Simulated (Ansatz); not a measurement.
**Trial structures of GeP₅: starts and ends**

Method: DFT PBE, scalar-relativistic, plane waves, PAW in Ansatz. Settings: cutoff 420 eV, Γ-centred meshes spaced at most about 0.3 Å⁻¹, and about 0.25 Å⁻¹ or finer for metals (2π included), Gaussian smearing. No spin polarisation in the final relaxations.

Each guess was relaxed in cell and atoms at zero pressure, within the symmetry of its start. Temperature and zero-point effects are left out. Coordination counts P atoms around Ge (those within 1.25 times the shortest such distance or 1.15 times the sum of covalent radii, 1.27 where that leaves under three; a plus sign parts nearer from farther groups; the shortest distance is added where it exceeds 1.18 times the sum of covalent radii).

| guess | made from | start group | V start (Å³/atom) | end group | V end (Å³/atom) | coordination at the end | gap on mesh (eV) | E over the lowest end (meV/atom) |
| --- | --- | --- | --- | --- | --- | --- | --- | --- |
| 1 | random cell | P6/mmm | 19.3 | P6/mmm | 17.4 | Ge 6 from 3.1 Å | 0 | 0 |
| 2 | random cell | I4/mmm | 23.6 | I4/mmm | 18.2 | Ge 8+4 from 2.7 Å | 0 | 99 |
| 3 | CaAu5 type | F-43m | 18.5 | ? | ? | ? | ? | ? |
| 4 | CaPt5 type | P6/mmm | 20.8 | P6/mmm | 16.4 | Ge 6+12 from 2.8 Å | 0 | 274 |
| 5 | random cell | P4/mmm | 19.8 | P4/mmm | 36.8 | Ge 2 | 0 | 548 |
| 6 | random cell | P-6m2 | 20.8 | P-6m2 | 20.7 | Ge 21 from 3.8 Å | 0 | 364 |

Guess 3 as it starts:

Space group F-43m (No. 216). a = 7.635 Å, b = 7.635 Å, c = 7.635 Å, α = 90.00°, β = 90.00°, γ = 90.00°
| atom | site | symmetry | x | y | z |
| --- | --- | --- | --- | --- | --- |
| Ge | 4a | -43m | 0.0000 | 0.0000 | 0.0000 |
| P | 4c | -43m | 0.2500 | 0.2500 | 0.2500 |
| P | 16e | .3m | 0.6250 | 0.1250 | 0.1250 |

Task: Predict the end of this guess and its energy over the lowest end.

Result: It ends in space group F-43m (No. 216), with a = 7.413 Å, 17.0 Å³/atom and no gap. It lies 299 meV/atom over the lowest end, above guess 4 and below guess 6. Counting P atoms around Ge, this end has Ge 16 from 3.1 Å and the lowest (guess 1) has Ge 6 from 3.1 Å. This end holds P–P units of three or more atoms (shortest 2.34 Å); the lowest (guess 1) holds P–P bonds in all directions (shortest 2.39 Å).

```yaml
crystal:
  lattice:
    - [0.00000, 3.70664, 3.70664]
    - [3.70664, 0.00000, 3.70664]
    - [3.70664, 3.70664, 0.00000]
  atoms:
    - { symbol: Ge, position: [0.00000, 0.00000, 0.00000] }
    - { symbol: P, position: [0.75000, 0.75000, 0.75000] }
    - { symbol: P, position: [0.38862, 0.83413, 0.38862] }
    - { symbol: P, position: [0.38862, 0.38862, 0.83413] }
    - { symbol: P, position: [0.38862, 0.38862, 0.38862] }
    - { symbol: P, position: [0.83413, 0.38862, 0.38862] }
```

Energies over the elements count from the elements' standard structures at the same level, with no fitted energy shifts. The references include black phosphorus.

Task: Is the lowest end bound against the elements?

Result: No: its formation energy is +0.43 eV/atom. A positive value: parting into the elements would lower its energy.

No dispersion correction is applied, so the spacing and binding between layers, chains or molecules are poorly described (P6/mmm at 16.4 Å³/atom), and this can change margins and order among such cells. In P6/mmm at 17.4 Å³/atom, I4/mmm, P6/mmm at 16.4 Å³/atom, F-43m, P-6m2 and others an odd number of electrons in the primitive cell allows no gap without spin; a larger cell or a magnetic state could open one. A magnetic state wasn't ruled out in cells without spin, among them P6/mmm at 17.4 Å³/atom, I4/mmm, P6/mmm at 16.4 Å³/atom, F-43m, P-6m2 and others. The reference form of P is held partly by dispersion forces, which this level lacks. Cells relaxed within their symmetry can be saddle points. A lower structure may well exist outside this small set. Some types were kept out of the candidates beforehand, so the set may lack a known form.

Among these ends, energy tends to rise with the number of P neighbours counted around Ge, but not strictly: guess 3, with 16, lies slightly above guess 4, with 6+12. Guess 5 breaks the trend altogether, as Ge has only 2 there and the cell is very open. Density doesn't set the order, since guess 4 is the most compact yet lies well above guess 1. The likely reason is that Ge and P favour a few short, directional covalent bonds, whereas the CaAu5 and CaPt5 types suit a large, electropositive atom in a metallic framework.

In the F-43m end, Ge sits in an oversized cage with only weak contacts from 3.1 Å, while part of the P network has contracted into tetrahedra reminiscent of white phosphorus, with stretched, strained bonds. Even the lowest end has long Ge–P contacts and stretched P–P bonds, which fits its formation energy of +0.43 eV/atom.

That value speaks against this structure, not against the compound: GeP₅ is known as a layered, arsenic-like phase in which Ge and P share three-coordinate sites, a disorder that such small, highly symmetric ordered cells can't reproduce.
